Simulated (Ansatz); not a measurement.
## A series in volume scale on Pb

All results are calculated (Ansatz 0.2.0). Free energy against uniform scaling of the volume at fixed shape and fractions; periodic cell, basis, potentials, k mesh and filling as listed.

The cell before it is scaled or strained (space group Fm-3m, No. 225):
```
Pb
1.0
      0.0000     2.4750     2.4750
      2.4750     0.0000     2.4750
      2.4750     2.4750     0.0000
Pb
1
Direct
  0.00000 0.00000 0.00000
```

Settings of every row: functional PBE; dispersion none; potentials PAW; wave cutoff 500 eV; density cutoff 2000 eV; k mesh 12x12x12; k shift 0x0x0; occupations fermi dirac; smearing width 0.15 eV; spin none.

Limits: no spin-orbit coupling, which can matter with elements this heavy.

```
row  volume scale  V (Å³/atom)  energy above lowest point (meV/atom)
  1          0.88       26.683                                 160.6
  2          0.92       27.896                                     ?
  3          0.96       29.109                                  41.2
  4             1       30.322                                  12.9
  5          1.04       31.535                                   0.2
  6          1.08       32.748                                     0
  7          1.12        33.96                                   9.9
```

Question: what energy above lowest point should row 2 give?

Worked fit of energy above lowest point. Take u = (V_r/V)^(2/3) − 1 with V_r = 30.928 Å³ an atom, which is twice the finite (Eulerian) strain; such expansions in the strain, on which the Birch-Murnaghan equation of state is built, carry the rest volume and the bulk modulus. The shown rows have u = 0.10343, 0.04124, 0.01328, -0.01287, -0.0374, -0.06044. Least squares give energy above lowest point = 4.82 + 482.02 × u + 9564 × u² + 3266 × u³ meV/atom; a parabola predicts inner rows, each left out in turn, worse (root mean square 0.53 against 0.022 meV/atom). All shown rows lie on it to the printed digit. Its lowest point lies at u = -0.0255, or V = 32.15 Å³ an atom, and the curvature there gives the bulk modulus at fixed shape and fractions, B = (4/9)(1 + u)² E″(u)/V = 39.2 GPa. The withheld row has u = 0.07121, so the fit gives 4.82 + 482.02 × (0.07121) + 9564 × (0.07121)² + 3266 × (0.07121)³ = 88.8 meV/atom.

The calculation gave 88.8 meV/atom. The fit meets it to the printed digit.
